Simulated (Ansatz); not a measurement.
## Ta: the change of energy less reference with wave cutoff

One setting of a density functional single point varied, free energy counted from the run at the reference value, pressure positive in compression; periodic cell, basis, potentials, k mesh and filling as listed. The results are calculated, by Ansatz 0.2.0.

Structure of every row (space group P6_3/mmc, No. 194):
```
CELL_PARAMETERS angstrom
2.90040 0.00000 0.00000
-1.45020 2.51180 0.00000
0.00000 0.00000 5.16630
ATOMIC_POSITIONS crystal
Ta 0.66667 0.33333 0.75000
Ta 0.33333 0.66667 0.25000
```

Settings of every row: functional r2SCAN; dispersion none; potentials PAW; k mesh 11x11x6; k shift 0x0x0; occupations fermi dirac; smearing width 0.1 eV; spin none; varied setting wave cutoff; reference wave cutoff 675 eV.

Limits: coarse k mesh, up to 40 meV an atom off; no spin-orbit coupling, which can matter with elements this heavy; the cell comes from a prototype or a list of computed structures and needn't be the stable phase.

Limits of some rows: cutoff under the advised one (row 1, 2, 3).

| row | wave cutoff (eV) | energy less reference (meV/atom) |
| --- | --- | --- |
| 1 | 300 | 21.29 |
| 2 | 375 | 8.7 |
| 3 | 450 | ? |
| 4 | 525 | 2.44 |
| 5 | 600 | 1.08 |
| 6 | 675 | 0 |

Question: what energy less reference should row 3 give?

Worked fit of energy less reference. Measure energy less reference from the row at the highest cutoff, 0.00 meV/atom, and take the logarithm of what remains: 300 → 3.06, 375 → 2.16, 525 → 0.89, 600 → 0.08. A straight line through these is ln|rest| = 5.888 − 0.009645 × cutoff, so the rest falls by a factor of e every 104 eV; from 4 rows that is a rough guide, not a law, and the row at the highest cutoff isn't the limit itself. At 450 eV the line gives ln|rest| = 1.548, a rest of 4.70 meV/atom, and so 0.00 + 4.70 = 4.70 meV/atom.

The calculation gave 4.2 meV/atom. The fit lies 0.50 meV/atom (12 % of the value, 2.3 % of the column's range) above it; its largest miss of a shown row is 1.31 meV/atom.
